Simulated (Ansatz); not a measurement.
Ligand exchange: CH4S + GaH(SH)2 → CH4S2 + GaH2(SH)

Species: CH4S (methanethiol) `CS`, singlet; GaH(SH)2, singlet; CH4S2 (methyl hydrodisulfide) `CSS`, singlet; GaH2(SH), singlet. The partners trade H for SH: S–H and Ga–SH bonds give way to S–SH and Ga–H.

Shapes, held fixed at every level: PBE0-D4/def2-TZVP. Flexible molecules stand in one conformer, not always the lowest. Programs: Ansatz 0.2.0. The zero-point and thermal change to 298 K, harmonic and unscaled (PBE0-D4/def2-TZVP), is -4.2 kJ/mol.

**Question.** Estimate ΔH(298 K) of this reaction.

**Answer.** The highest level, CCSD(T)/def2-TZVPP, gives ΔH(298 K) = +124.1 kJ/mol; the levels span +105.0 to +126.1. The column of differences is taken from that level and isn't an error. No measured value is set beside it here. Relativity is left out for Ga unless named. Correlated rows may include outer-core shells of Ga, which these sets cover unevenly. Times are processor times on shared x86 and Arm servers, and rough.

| level | kind | ΔH(298 K) (kJ/mol) | less CCSD(T)/def2-TZVPP | CPU time (sum over the molecules) |
| --- | --- | --- | --- | --- |
| HF/def2-TZVPP | Hartree–Fock | +126.1 | +2.0 | – |
| SPW92/def2-TZVPP | LDA | +105.0 | -19.1 | 7.6 s |
| B3LYP-D4/def2-TZVPP | global hybrid | +111.7 | -12.4 | 26 s |
| PBE0-D4/def2-TZVPP | global hybrid | +112.8 | -11.3 | 17 s |
| wB97M-V/def2-TZVPP | range-separated hybrid | +113.6 | -10.5 | 62 s |
| wB97X-V/def2-TZVPP | range-separated hybrid | +114.4 | -9.7 | 45 s |
| MP2/def2-TZVPP | perturbation theory | +125.9 | +1.8 | – |
| CCSD(T)/def2-TZVPP | coupled cluster or CI | +124.1 | 0.0 | 84 s |

The exchange is strongly endothermic at every level, and the small thermal correction shows that the cost is electronic. A polar Ga–S bond, strengthened by electrostatic attraction and some sulfur lone-pair donation into the empty gallium p orbital, is given up along with an S–H bond. In return come a less polar Ga–H bond and an S–S bond weakened by repulsion between adjacent lone pairs. Formally this is a redox step: sulfur is oxidised from thiol to disulfide level, while a protic hydrogen ends up as a hydride on gallium.

All the density functionals give a smaller enthalpy than CCSD(T), LDA the smallest, a gap that may partly reflect slow basis-set convergence of the correlated S–S bond energy. Hartree–Fock's closeness to CCSD(T) suggests that correlation contributions largely cancel between the two sides, not that they are small in each molecule. The direction of the reaction enthalpy is therefore secure, whereas its value to within a few kJ/mol is not.
